# Working notes: how wide is the fluctuation region of a proper ferroelectric?

## Conventions

I use one polarisation component $P$, SI units, a second-order transition and short-range forces only:

$$f=\tfrac12 aP^2+\tfrac14 bP^4+\tfrac12 g(\nabla P)^2,\qquad a=a_0(T-T_c),\quad b>0,\quad \tau=\frac{T-T_c}{T_c}.$$

Above $T_c$ the susceptibility is $1/(\varepsilon_0a)=C/(T-T_c)$, so $a_0=1/(\varepsilon_0C)$. Below $T_c$ the minimum is at $P_0^2=|a|/b$, with $f=-a^2/4b$ and curvature $f''=2|a|$. The Landau jump in heat capacity per volume is $\Delta c=Ta_0^2/2b$. Fourier modes are defined by $P(\mathbf r)=\sum_{\mathbf q}P_{\mathbf q}e^{i\mathbf q\cdot\mathbf r}$ in a volume $V$, and $k$ is Boltzmann's constant.

Two small pieces carry the result: a ring of four cells for the gradient term, and one mode for the quartic term.

## A ring of four cells gives $\xi$

Take $N$ cubic cells of edge $d$ and volume $v=d^3$ on a ring, and drop $b$:

$$F=v\sum_n\Big[\tfrac12aP_n^2+\frac{g}{2d^2}(P_{n+1}-P_n)^2\Big]=\frac{vg}{2d^2}\,P^{T}MP .$$

$M$ has $\alpha+2$ on the diagonal and $-1$ between neighbours, with $\alpha=ad^2/g$. Plane waves diagonalise it. With $V=Nv$, $F=\tfrac V2\sum_q(a+g\hat q^2)|P_q|^2$ and $\hat q=(2/d)\sin(qd/2)$. The pair $\pm q$ holds two real coordinates, each with energy $kT/2$, so

$$\langle|P_q|^2\rangle=\frac{kT}{V(a+g\hat q^2)}\;\to\;\frac{kT}{V(a+gq^2)}\quad(qd\ll1).$$

The $1/V$ disappears if the modes are normalised with $V^{-1/2}$.

In real space $\langle P_0P_n\rangle=(kTd^2/vg)\,G_n$ with $G=M^{-1}$. Away from $n=0$, $MG=1$ reads $G_{n+1}+G_{n-1}=(\alpha+2)G_n$. This is solved by $e^{\pm\kappa n}$ with $\cosh\kappa=1+\alpha/2$, and closing the ring gives

$$G_n=\frac{\cosh[\kappa(N/2-n)]}{2\sinh\kappa\,\sinh(N\kappa/2)} .$$

For $N=4$ the eigenvalues are $\alpha,\ \alpha+2,\ \alpha+2,\ \alpha+4$. At $\alpha=1$ I get $G_0=7/15$, $G_1=1/5$, $G_2=2/15$, and $(G_0+G_2)/2G_1=3/2=\cosh\kappa$. Four cells already return the decay constant of the infinite chain. The decay length is

$$\xi_{\rm lat}=\frac d\kappa=\frac{d}{2\,\mathrm{arsinh}(\sqrt\alpha/2)}=\xi\Big(1+\frac{\alpha}{24}+\dots\Big),\qquad \xi=\sqrt{g/a}.$$

Even at $\xi=d$ the ratio $\xi_{\rm lat}/\xi$ is only 1.039. The same $\kappa$ governs layer-averaged correlations along an axis of the simple cubic lattice. Below $T_c$ the curvature $2|a|$ replaces $a$, so $\xi_-=\sqrt{g/2|a|}$.

## Gaussian heat capacity

The Gaussian integral gives $F_{\rm fl}=\tfrac{kT}2\sum_q\ln(a+g\hat q^2)$, plus a $-T\ln T$ term worth $k/2$ per mode. Then

$$c=-\frac TV\frac{d^2F_{\rm fl}}{dT^2}=\frac{kT^2a_0^2}{2V}\sum_q\frac1{(a+g\hat q^2)^2}-\frac{kTa_0}{V}\sum_q\frac1{a+g\hat q^2}.$$

The first sum is the divergent one. For the infinite chain it is closed: $N^{-1}\sum(\alpha+2-2\cos qd)^{-2}=(\alpha+2)/(\alpha^2+4\alpha)^{3/2}$, which tends to $1/(4\alpha^{3/2})$. At $\alpha=1$ the four-cell ring gives 0.3156, the infinite chain 0.2683 and the continuum 0.25.

A crystal is a bundle of such chains labelled by the transverse wavevector, each with $A=a+gq_\perp^2$ in place of $a$. In the continuum $\int dq\,(2\pi)^{-1}(A+gq^2)^{-2}=1/(4g^{1/2}A^{3/2})$ and $d^2q_\perp/(2\pi)^2=dA/4\pi g$. Integrating $A$ from $a$ to $\infty$ gives $1/(8\pi g^{3/2}a^{1/2})$, so

$$c_+=\frac{kT^2a_0^2}{16\pi g^{3/2}a^{1/2}}=\frac{1}{8\pi\xi^3}\cdot\frac{kT^2a_0^2}{2a^2}.$$

The second form is the useful one. A single uniform Gaussian mode has heat capacity $kT^2a_0^2/2a^2$ whatever its volume, so the crystal behaves as **one soft mode per volume $8\pi\xi^3$**. Below $T_c$ both the curvature and its slope double, $a_0^2/a^2$ is unchanged, and only the count changes: $c_-/c_+=(\xi/\xi_-)^3=2\sqrt2$ at equal $|\tau|$, on top of $\Delta c$.

Dividing by the jump, with $T\approx T_c$,

$$\frac{c_+}{\Delta c}=\frac{kTb}{8\pi g^{3/2}a^{1/2}}=\sqrt{\frac{Gi}{\tau}},\qquad Gi=\frac{(kT_cb)^2}{64\pi^2g^3a_0T_c}.$$

This is the criterion of Levanyuk (1959) and Ginzburg (1960): Landau theory needs $|\tau|\gg Gi$. Below $T_c$ the fluctuation term equals the jump at $|\tau|=8\,Gi$.

## One mode with the quartic term kept

The criterion compares two terms, but it does not show what happens when they meet. For one uniform mode in a fixed volume $V$ I can keep $b$ exactly. Put $P=y\,(kT/Vb)^{1/4}$ and $s=a\,(V/bkT)^{1/2}$:

$$Z(s)=\int_{-\infty}^{\infty}dy\,e^{-sy^2/2-y^4/4}=\begin{cases}\sqrt{s/2}\;e^{s^2/8}K_{1/4}(s^2/8),&s>0\\ \tfrac\pi2\sqrt{|s|}\;e^{s^2/8}\,[I_{-1/4}(s^2/8)+I_{1/4}(s^2/8)],&s<0.\end{cases}$$

I let both temperature derivatives act on $a$, since the other terms are of relative order $\tau$ at fixed $s$. The heat capacity in units of $V\Delta c$ is then

$$r(s)=2\frac{d^2\ln Z}{ds^2}=\tfrac12\big(\langle y^4\rangle-\langle y^2\rangle^2\big).$$

Expanding about the minimum (or either of the two minima),

$$r=\frac1{s^2}-\frac9{s^4}+\dots\ (s\gg1),\qquad r=1+\frac1{s^2}+\frac9{s^4}+\dots\ (s\ll-1).$$

The Landau step (0 above, 1 below) and the Gaussian term $1/s^2$ both appear. At $s=0$, $\langle y^4\rangle=1$ and $\langle y^2\rangle=2\Gamma(3/4)/\Gamma(1/4)$, so $r$ is finite. After the differentiation I set $V$ equal to the volume per soft mode. With $V=8\pi\xi^3$, $s^2=\sqrt{\tau/Gi}$, and with $V=8\pi\xi_-^3$, $s^2=\sqrt{|\tau|/8Gi}$. The term $1/s^2$ is then exactly $c_\pm/\Delta c$ of the crystal.

| $s$ | $\lvert\tau\rvert/Gi$ | Landau + Gaussian | exact $r$ |
|---|---|---|---|
| $-4$ | 2048 | 1.0625 | 1.104 |
| $-2$ | 128 | 1.25 | 0.779 |
| $-1$ | 8 | 2 | 0.478 |
| $0$ | 0 | $\infty$ | 0.272 |
| $1$ | 1 | 1 | 0.157 |
| $2$ | 16 | 0.25 | 0.0953 |
| $4$ | 256 | 0.0625 | 0.0422 |

At $\tau=Gi$ the Gaussian value is 6.4 times the exact one, and at $256\,Gi$ still 1.5 times. So $Gi$ marks a point deep inside the failure, and the small parameter is $\sqrt{Gi/|\tau|}$. For $-2\le s<0$ the mode crosses its barrier, of height $s^2/4$ in units of $kT$, and the step is rounded off.

What transfers to the crystal is the parameter $1/s^2$. The coefficient 9 and the finite $r(0)$ belong to the single mode. In the crystal above $T_c$ the first order in $b$ adds $\tfrac34b\langle P^2\rangle^2$ to $f$, with

$$\langle P^2\rangle=\frac{kT\Lambda}{2\pi^2g}-\frac{kTa^{1/2}}{4\pi g^{3/2}}+\dots$$

for a cutoff $\Lambda\gg1/\xi$. The cross term is a shift of $T_c$, and the square of the second term is linear in $a$, so it adds nothing to the divergent heat capacity. The inverse susceptibility does change. It becomes $a+3b\langle P^2\rangle$, which measured from the shifted $T_c$ is $a\,[1-6\sqrt{Gi/\tau}\,]$. A Curie-Weiss law good to 10 % needs $\tau>3600\,Gi$.

## Displacive against order-disorder

$C$ fixes $a_0$ only. To see what else enters, I define a cell polarisation by $P_*^2=k\varepsilon_0C/d^3$ and write $b=\beta/\varepsilon_0P_*^2$, $g=\gamma d^2/\varepsilon_0$. Substituting,

$$Gi=\frac{1}{64\pi^2}\,\frac{\beta^2}{\gamma^3}\,\frac{T_c}{C}.$$

All inputs that follow are assumed. Both models have $T_c=400$ K and $d=0.4$ nm. The displacive model has $C=10^5$ K, $g=3\times10^{-10}$ J m³ C⁻² and $b=10^9$ J m⁵ C⁻⁴, orders of magnitude typical of titanate perovskites such as the Pb(Zr,Ti)O₃ of ferroelectric memories. The order-disorder model has $C=10^3$ K, typical of that class.

For the order-disorder model I need no further input. Put a dipole $\pm vP_s$ in each cell of a simple cubic lattice, with nearest-neighbour coupling $J$ and local mean $m=P/P_s$. The mixing entropy gives $kT(m^2/2+m^4/12)$ per cell. A bond gives $-Jm_im_j=-\tfrac J2(m_i^2+m_j^2)+\tfrac J2(m_i-m_j)^2$, and there are three bonds per cell. Hence $kT_c=6J$, $a_0=k/vP_s^2$, $b=kT_c/3vP_s^4$ and $g=a_0T_cd^2/6$. Then $P_s=P_*$, $\beta=T_c/3C$, $\gamma=T_c/6C$, and

$$Gi=\frac{24}{64\pi^2}=\frac{3}{8\pi^2},$$

with $C$, $T_c$ and $d$ all cancelled.

| quantity | displacive | order-disorder |
|---|---|---|
| $a_0$ (J m C⁻² K⁻¹) | $1.13\times10^6$ | $1.13\times10^8$ |
| $P_*$ (µC/cm²) | 44 | 4.4 |
| $g$ (J m³ C⁻²) | $3\times10^{-10}$ (input) | $1.20\times10^{-9}$ |
| $b$ (J m⁵ C⁻⁴) | $10^9$ (input) | $7.9\times10^{12}$ |
| $\xi_0=\sqrt{g/a_0T_c}$ (nm) | 0.81 | 0.16 |
| $v\,\Delta c/k$ at $T_c$ | 1.2 | 1.5 |
| $\beta^2/\gamma^3$ | 0.6 | 60 |
| $T_c/C$ | 0.004 | 0.4 |
| $Gi$ | $4.0\times10^{-6}$ | 0.038 |
| $Gi\,T_c$ | 1.6 mK | 15 K |
| $\xi$ at $\tau=Gi$ (nm) | 410 | 0.84 |
| $c_+/\Delta c$ at $\tau=0.01$ | 0.020 | 1.9 |
| $3600\,Gi$ | 0.014 | 137 |

The two values of $Gi$ differ by $9.6\times10^3$. A factor 100 comes from $T_c/C$ and a factor 96 from $\beta^2/\gamma^3$. In the displacive model that combination is of order one, so $Gi\sim T_c/64\pi^2C$: the ordering temperature is small against the stiffness scale $C$. In the order-disorder model the one energy $kT_c$ sets $a_0T_c$, $b$ and $g$ alike, and a pure number is left. A large $C$ does not help by itself, since $Gi\propto C$ at fixed $b$ and $g$. What counts is that $\sqrt{Gi}=k/(16\pi\xi_0^3\,\Delta c)$, and with similar jumps the longer $\xi_0$ decides. The displacive model keeps its Curie-Weiss law to 10 % down to 5.7 K above $T_c$. In the order-disorder model $3600\,Gi$ exceeds 1, so this estimate finds no such range.

## Sizes of what I dropped

**Cutoff.** A sphere with one mode per cell has $\Lambda d=(6\pi^2)^{1/3}=3.90$. It multiplies $c_+$ by $\tfrac2\pi[\arctan x-x/(1+x^2)]$ with $x=\Lambda\xi$. At $\tau=0.01$ this is 0.984 (displacive) and 0.920 (order-disorder), and at $\tau=Gi$ of the latter it is 0.85. There the lattice correction $\xi_{\rm lat}/\xi$ is only 1.009.

**Second sum in $c$.** Apart from a constant it adds $+kTa_0a^{1/2}/4\pi g^{3/2}$, which is $4\tau/(1+\tau)$ of $c_+$, or 0.15 at $\tau=Gi$ of the order-disorder model.

**Shift of $T_c$.** The first-order downward shift is $3bk\Lambda/(2\pi^2ga_0)$ in units of $T_c$: 0.060 and 1.2. The first can be absorbed in the coefficients. The second is too large for perturbation theory, so 0.038 is an order of magnitude only.

**Dipolar forces.** These are larger than the effect itself. In an insulating uniaxial crystal a mode at angle $\theta$ to the polar axis carries bound charge, and $\nabla\cdot(\varepsilon_0\varepsilon_b\mathbf E+\mathbf P)=0$ adds $D\cos^2\theta$ to $a$, with $D=1/\varepsilon_0\varepsilon_b$. Averaging $(a+D\cos^2\theta)^{-1/2}$ over angle multiplies $c_+$ by $\mathrm{arsinh}\sqrt\lambda/\sqrt\lambda$, with $\lambda=D/a=C/\varepsilon_b(T-T_c)$. For an assumed background permittivity $\varepsilon_b=5$ at $\tau=0.01$, $\lambda$ is 5000 and 50, and the factors are 0.070 and 0.38. The divergence becomes logarithmic:

$$\frac{c_+}{\Delta c}=\sqrt{\frac{Gi\,\varepsilon_bT_c}{C}}\;\mathrm{arsinh}\sqrt\lambda .$$

The prefactor is $2.8\times10^{-4}$ in the displacive model, which no accessible logarithm makes up. It is 0.28 in the order-disorder model, where the ratio reaches 1 at $\tau=1.4\times10^{-3}$, that is 0.57 K instead of 15 K. In a cubic crystal with three components only the longitudinal mode is stiffened, and the two transverse modes keep the $a^{-1/2}$ law.

All these widths are the models' own. As typical knowledge, uniaxial order-disorder ferroelectrics follow Curie-Weiss behaviour to within about a kelvin of $T_c$ or closer, so the short-range 15 K is too wide by an order of magnitude or more, and stress-free BaTiO₃ and PbTiO₃ transform by first order, which ends the paraelectric phase long before a millikelvin window is reached.